# Cube-root kinetics of light-induced defects in an a-SiGe:H bottom cell

Prolonged illumination raises the dangling-bond density $N$ of hydrogenated amorphous silicon and its germanium alloys (Staebler and Wronski, 1977). In the kinetic model of Stutzmann, Jackson and Tsai (1985), a small share of direct electron–hole recombination events breaks a weak bond. The new defects shorten the lifetimes and so slow their own creation.

## Conventions and inputs

$G$ is the pair generation rate (cm⁻³ s⁻¹), and $n$, $p$ are the excess carrier densities, band-tail carriers included. $A_n$ and $A_p$ are effective capture coefficients per defect. They contain the share of defects in the capturing charge state, which is taken as constant. Direct recombination runs at $Bnp$ and defect creation at $c\,np$. The cell is held at open circuit, and all pairs recombine where they are made.

| Input | Value | Status |
|---|---|---|
| Photocurrent $J$ of the subcell | 8.0 mA/cm² | typical, triple junction |
| Absorber thickness $d$ | 200 nm | typical |
| Effective absorption coefficient $\alpha$ | $5\times10^{4}$ cm⁻¹ | approximate, filtered red light |
| Initial density $N_0$ | $3\times10^{16}$ cm⁻³ | typical |
| $A_n=A_p=A$ | $3\times10^{-9}$ cm³/s | illustrative |
| $B$ | $1\times10^{-9}$ cm³/s | illustrative |
| $c$ | $1\times10^{-16}$ cm³/s | chosen |
| Soak time $t$ | 1000 h | usual test length |

The value of $c$ was chosen to put the soaked density near $10^{17}$ cm⁻³, the typical order for such alloys. The absolute densities below are therefore the model's. The scaling laws are what it predicts.

## Estimate by hand

A current of 8 mA/cm² is about $5\times10^{16}$ pairs per cm² per second. Spread over 200 nm, this is $G\approx2.5\times10^{21}$ cm⁻³ s⁻¹, so $G^2\approx6\times10^{42}$.

A carrier lives for about $1/(AN)$, so $n\approx p\approx G/(AN)$ and defects appear at $cG^2/(A^2N^2)$. Making $N$ defects in a time $t$ needs a rate of about $N/t$. Equating the two gives

$$N^3\approx\frac{c}{A^2}\,G^2t .$$

With $A^2\approx1\times10^{-17}$, $c/A^2\approx10$ cm⁻³ s. With $t\approx4\times10^{6}$ s, $N^3\approx2.4\times10^{50}$ cm⁻⁹ and

$$N\approx6\times10^{16}\ \text{cm}^{-3}.$$

This exceeds $N_0$, which the estimate ignores.

## Careful calculation

**Carrier densities.** In steady state the defects capture electrons and holes at the same rate $r=A_nnN=A_ppN$. The balance $G=r+Bnp$ becomes $G=r+r^2/G^*$, with solution

$$r=\frac{2G}{1+\sqrt{1+4G/G^*}},\qquad G^*=\frac{A_nA_pN^2}{B}.$$

For $G\ll G^*$, $r=G$, so $n=G/(A_nN)$ and $p=G/(A_pN)$.

**Integration.** With $K=c/(A_nA_p)$ the creation law is $dN/dt=c\,np=KG^2/N^2$. Separating, $N^2\,dN=KG^2\,dt$, and

$$N(t)^3-N_0^3=3KG^2t=\frac{3c\,G^2t}{A_nA_p}.$$

The power law $N\propto G^{2/3}t^{1/3}$ follows only once $N^3\gg N_0^3$. The local slope is $d\ln N/d\ln t=\tfrac13(1-N_0^3/N^3)$, and the slope against $\ln G$ is twice that.

**Uniform generation.** The inputs give $\bar G=J/(qd)=2.497\times10^{21}$ cm⁻³ s⁻¹, $K=11.1$ cm⁻³ s and $t=3.6\times10^{6}$ s. In units of $10^{48}$ cm⁻⁹, $3K\bar G^2t=748$ and $N_0^3=27$, so $N=9.19\times10^{16}$ cm⁻³. The two terms are equal at 36 h. The time slope is 0.24 at 100 h and 0.32 at 1000 h, so a short soak gives an exponent below $1/3$.

**Absorption profile.** Take one pass, $G(x)=G_0e^{-\alpha x}$, normalised to the same mean. With $\alpha d=1$, $G_0=\bar G\,\alpha d/(1-e^{-\alpha d})=3.95\times10^{21}$ cm⁻³ s⁻¹. Locally $N(x)^3=N_0^3+3KG_0^2t\,e^{-2\alpha x}$, where $3KG_0^2t=1.87\times10^{51}$ cm⁻⁹.

| Depth (nm) | $G$ ($10^{21}$ cm⁻³ s⁻¹) | $N$ ($10^{16}$ cm⁻³) |
|---|---|---|
| 0 | 3.95 | 12.4 |
| 100 | 2.40 | 8.9 |
| 200 | 1.45 | 6.5 |

Numerical integration over depth gives a mean of $9.12\times10^{16}$ cm⁻³.

**Consistency.** The worst case is the front at $t=0$. There $G/G^*=4.9\times10^{-4}$, so direct recombination is negligible in the carrier balance. Also $n=4.4\times10^{13}$ cm⁻³ is far below $N_0$, so the excess carriers hold too little charge to force a change of defect occupancy.

## Why the two differ

The careful mean is 1.52 times the hand value. Three figures are kept here only to audit the arithmetic.

| Step | $N$ ($10^{16}$ cm⁻³) | Factor |
|---|---|---|
| Hand value | 6 | |
| Unrounded inputs and root | 6.29 | 1.049 |
| Integration, $3^{1/3}$ | 9.08 | 1.442 |
| Initial defects | 9.19 | 1.012 |
| Absorption profile | 9.12 | 0.993 |

**The factor 3 dominates.** The hand argument applies the final creation rate to the whole soak, and the final rate is the slowest. For $N\propto t^{1/3}$ the mean rate $N/t$ is three times the final rate, and half the final density is in place after one eighth of the time. The cube root turns the missing 3 into 1.442. It also keeps rounding cheap, since a relative change in $N^3$ reaches $N$ at a third of its size.

**Initial defects add in the cube.** They raise 748 by only 27, because they suppress $np$ from the start and displace defects that light would otherwise have made. Adding $N_0$ linearly to the hand value gives $9\times10^{16}$ cm⁻³, which lands near the careful result by accident. It fills the gap left by the missing 3 with a wrong treatment of $N_0$.

**The profile nearly cancels in the mean.** $G^{2/3}$ is concave, so any spread in $G$ lowers the average. For $N_0=0$ the factor is $\langle G^{2/3}\rangle/\bar G^{2/3}\approx1-(\alpha d)^2/108=0.991$. Locally the profile matters more, since front and back differ by a factor 1.9. A back reflector and carrier diffusion, with a typical ambipolar length of 50 to 100 nm against $1/\alpha=200$ nm, both reduce this contrast. Complete flattening would restore the uniform value, less than 1 % above the profile mean.

## Terms that both calculations omit

**Annealing.** Add $-(N-N_0)/\tau_a$ with $\tau_a=\nu^{-1}e^{E_a/k_BT}$. Approximate values $E_a=1.1$ eV and $\nu=10^{10}$ s⁻¹ give $\tau_a=4.0\times10^{3}$ h at 50 °C. At $N=9.19\times10^{16}$ cm⁻³ the loss is then 0.53 of the creation rate. Integrating the uniform case with this term gives $8.5\times10^{16}$ cm⁻³ at 1000 h, 7 % lower. A shift of 0.1 eV in $E_a$ changes $\tau_a$ by a factor 36, so this correction is known only roughly. It outweighs the $N_0$ and profile corrections, and the model supports no more than about $9\times10^{16}$ cm⁻³. At longer times annealing ends the cube-root growth in saturation.

**Carrier extraction.** Under load the local recombination rate replaces $G$. If it were uniformly $0.2\,\bar G$ with unchanged $A_n$ and $A_p$, the model would give $3.8\times10^{16}$ cm⁻³. The bias point must therefore be stated with any soak result.

## Accelerated and pulsed soaking

Since only $G^2t$ enters, ten times the intensity reproduces 1000 h in 10 h, as long as $G\ll G^*$, the temperature is held and annealing is negligible.

At $N=9\times10^{16}$ cm⁻³, $G^*=7.3\times10^{25}$ cm⁻³ s⁻¹, or $2.9\times10^{4}$ times $\bar G$. Far above $G^*$ the steady state has $np=G/B$, and $dN/dt=cG/B$ no longer depends on $N$. That state needs time to build up. With $n=p$ and $dn/dt=G-Bn^2$, the solution is $n=\sqrt{G/B}\,\tanh(t/\tau_B)$ with $\tau_B=1/\sqrt{BG}$, and integrating $c\,n^2$ gives

$$\Delta N(t)=\frac{cG}{B}\left[t-\tau_B\tanh\frac{t}{\tau_B}\right].$$

Growth within a pulse is linear in $t$ and in $G$ for $t\gg\tau_B$. For $t\ll\tau_B$ it is $cG^2t^3/3$. At $G=10^{28}$ cm⁻³ s⁻¹, $\tau_B=0.32$ ns, and a 10 ns pulse adds about $1\times10^{13}$ cm⁻³. The defect channel still takes $r/G=8$ % of the pairs there and lowers the yield by about as much.

The yield per generated pair is $c/B=1\times10^{-7}$ in this regime, against $(c/B)(G/G^*)$ in steady light. The ratio $G^*/\bar G$ is thus the gain in defects per pair that makes pulsed soaking fast.

Weaker pulses that are shorter than the lifetime follow a third law. Each injects $n_0$ pairs per cm³ with $Bn_0\ll AN$, and both densities then decay as $e^{-ANt}$. A pulse creates $c\,n_0^2/(2AN)$ defects per cm³, so after $M$ pulses with full decay between them $N^2-N_0^2=c\,n_0^2M/A$, a square-root law. Pulsed data transfer to one-sun operation only through the law that holds for the pulse used.